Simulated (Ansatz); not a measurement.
## The polar optical mode of BN at -3 GPa, worked through

The calculation used DFT LDA, scalar-relativistic, plane waves, PAW in Ansatz 0.2.0. Cutoff 420 eV, 12×12×12 k-points (Γ-centred), fixed occupations. No spin polarisation. Phonons by linear response, acoustic sum rule imposed.

The cell, relaxed at -3 GPa:
```
CELL_PARAMETERS angstrom
0.00000 1.79478 1.79478
1.79478 0.00000 1.79478
1.79478 1.79478 0.00000
ATOMIC_POSITIONS crystal
B 0.00000 0.00000 0.00000
N 0.75000 0.75000 0.75000
```

Linear response gives ν_TO = 1058.0 cm⁻¹, Born charges ±1.882 e (positive on B) and ε∞ = 4.572. The primitive cell holds 11.563 Å³, and the masses are 10.810 and 14.007 amu.

Q: Find ν_LO and the static dielectric constant.

A: The long-wave field adds a restoring force: ω_LO² − ω_TO² = Z*²e²/(ε_vac ε∞ μV). In these units ν_LO² − ν_TO² = 4.92064×10⁷ Z*²/(μ V ε∞) cm⁻², with μ = m₁m₂/(m₁ + m₂) = 6.101 amu: 540112 cm⁻². So ν_LO = √(1058.0² + 540112) = 1288.2 cm⁻¹, and the run gives 1288.2. Lyddane–Sachs–Teller then gives ε0 = ε∞ (ν_LO/ν_TO)² = 6.78, against 6.78 in the run (it forms both from the same three quantities, so the match checks the arithmetic only). Between ν_TO and ν_LO the dielectric function is negative and an undamped crystal reflects fully: a reststrahlen band from 7.8 to 9.5 μm.

Q: What do the Clausius–Mossotti polarisability and the Szigeti charge come to?

A: With the Lorentz local field, α = (3V/4π)(ε∞ − 1)/(ε∞ + 2) = 1.50 Å³ for the pair, and e_S = 3Z*/(ε∞ + 2) = 0.86 e. The Born charge includes the electrons' response to the dipole's own local field, and e_S takes that enhancement out. The Lorentz field assumes point-like polarisable ions, a poor picture once ε∞ is this large, since the electron clouds then overlap or are shared, so both numbers are formal here.

Q: How strongly does a slow electron couple to the LO mode?

A: For one isotropic parabolic band, Fröhlich's constant is α_F = (1/ε∞ − 1/ε0) √(m* Ry/ħω_LO), with Ry = 13.606 eV, ħω_LO = 159.7 meV and m* in free-electron masses: α_F = 0.0712 × 9.23 × √m* = 0.66 √m*. The band mass isn't part of this run; for m* = 0.1, 0.3 and 1 it gives 0.21, 0.36, 0.66. In weak coupling the polaron lies α_F ħω_LO below the band edge (57 meV at m* = 0.3) with a mass m*(1 + α_F/6); past α_F of about 5 or 6 that expansion fails. A semilocal functional's ε∞ tends to be too large, which taken alone lowers α_F.

Cost: 1 run of about 0.35 core-minutes, on AMD EPYC 7R43 (Zen 3) (shared hosts).

The polar mode of BN is stiff mainly because short, strong sp³ bonds join two light atoms; the long-range field then lifts the longitudinal branch from 1058.0 to 1288.2 cm⁻¹. The Born charge of 1.882 e measures how polarisation follows displacement, including charge flow along the bonds, and isn't a static charge on boron. Despite the wide splitting, most of the static dielectric response is electronic: ε∞ is already 4.572 out of 6.78, since a stiff lattice is displaced little by a static field. This modest ionic screening and the large phonon quantum both keep the Fröhlich constant small, so weak coupling is reasonable for the masses tried. The same large quantum makes the polaron shift appreciable even so, 57 meV at m* = 0.3. Carriers in cubic BN need more than this estimate, because the conduction minimum lies away from the zone centre with an anisotropic mass and the valence-band top is degenerate.
